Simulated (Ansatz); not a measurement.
## A series in volume scale on NbRu

Free energy against uniform scaling of the volume at fixed shape and fractions; periodic cell, basis, potentials, k mesh and filling as listed. The results are calculated, by Ansatz 0.2.0.

The cell before it is scaled or strained (space group P4/mmm, No. 123):
```
NbRu
1.0
      3.0000     0.0000     0.0000
      0.0000     3.0000     0.0000
      0.0000     0.0000     3.3800
Nb Ru
1 1
Direct
  0.00000 0.00000 0.00000
  0.50000 0.50000 0.50000
```

Settings of every row: functional PBEsol; dispersion none; potentials all-electron LAPW; k mesh 10x10x9; k shift 0x0x0; occupations methfessel paxton; smearing width 0.05 eV; spin none; SCF threshold exponent -9.

Limits: coarse k mesh, up to 40 meV an atom off.

```
row  volume scale  V (Å³/atom)  energy above lowest point (meV/atom)
  1          0.94       14.297                                  79.2
  2          0.97       14.754                                  26.4
  3             1        15.21                                     ?
  4          1.03       15.666                                     0
  5          1.06       16.123                                  18.9
```

Question: what energy above lowest point should row 3 give?

Worked fit of energy above lowest point. Take u = (V_r/V)^(2/3) − 1 with V_r = 15.21 Å³ an atom, which is twice the finite (Eulerian) strain; such expansions in the strain, on which the Birch-Murnaghan equation of state is built, carry the rest volume and the bulk modulus. The shown rows have u = 0.04213, 0.0205, -0.0195, -0.03812. Least squares give energy above lowest point = 1.37 + 635.1 × u + 28755 × u² meV/atom; a straight line predicts inner rows, each left out in turn, worse (root mean square 27 against 0.2 meV/atom). The rows lie off it by 0.0, -0.1, 0.1, 0.0. Its lowest point lies at u = -0.0110, or V = 15.47 Å³ an atom, and the curvature there gives the bulk modulus at fixed shape and fractions, B = (4/9)(1 + u)² E″(u)/V = 259 GPa. Letting shape and atoms relax would as a rule lower it, by much in layered, chain or molecular crystals. The withheld row has u = 0, so the fit gives 1.37 + 635.1 × (0) + 28755 × (0)² = 1.4 meV/atom.

The calculation gave 1.4 meV/atom. The fit meets it to the printed digit.
